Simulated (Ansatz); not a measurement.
Fe4Si: changing the choice of potentials or basis

Space group Fmmm (No. 69). a = 3.044 Å, b = 4.055 Å, c = 18.933 Å, α = 90.00°, β = 90.00°, γ = 90.00°
```
atom  site  symmetry       x       y       z
  Fe    8i       mm2  0.5000  0.0000  0.0941
  Fe    8i       mm2  0.0000  0.0000  0.1980
  Si    4a       mmm  0.0000  0.0000  0.0000
```

The cell comes from a database or a generator and needn't be the stable form of this composition.

Kept alike: task single point; functional PBEsol; k mesh 11 × 11 × 11; occupations fermi-dirac, width 0.05 eV; collinear spin, ferromagnetic start. Program: Ansatz. Cutoffs run from 844 to 1605 eV. The mesh is that of the run's cell of 5 atoms. No spin-orbit coupling.

```csv
choice of potentials or basis,pressure (GPa),moment of the cell (μB)
Ansatz PAW (files of its older set among them) (made for PBE),-9.21,8.81
JTH PAW (made for PBE),-9.63,8.84
PseudoDojo standard (PBEsol files),-8.26,9.04
PseudoDojo stringent (PBEsol files),-8.92,8.93
```

Pressure is positive in compression, with a Pulay correction for the finite cutoff. For a metal such a mesh leaves the last digits unconverged. The runs hold the magnetic state that their start led to, which needn't be the lowest.

**Question.** What does the choice of potentials or basis change here?

**Answer.** The pressure runs from -9.63 (JTH PAW (made for PBE)) to -8.26 GPa (PseudoDojo standard (PBEsol files)). The moment of the cell runs from 8.81 (Ansatz PAW (files of its older set among them) (made for PBE)) to 9.04 μB (PseudoDojo standard (PBEsol files)).

All four sets put the cell under tension, so PBEsol would favour a smaller volume whichever potential is used. This probably reflects a cell taken from a functional that binds less tightly, such as PBE. The ferromagnetic moment is also robust, and its size per iron atom is close to that of bcc iron, as expected for exchange-split 3d bands only lightly diluted by silicon.

Broadly, a larger moment goes with weaker tension, although the two PAW sets reverse that order between themselves. The link may be the usual magnetovolume effect: spin polarisation moves electrons from minority into more antibonding majority 3d states, which weakens the bonding and pushes the lattice outwards. Small differences in how the potentials describe the iron 3d shell could then shift both quantities together.

The stringent PseudoDojo set lies nearer to the Ansatz PAW result than to its standard counterpart in pressure, which suggests that the functional used to make the files isn't the only source of the spread. How the moment divides between the two iron sites remains open.
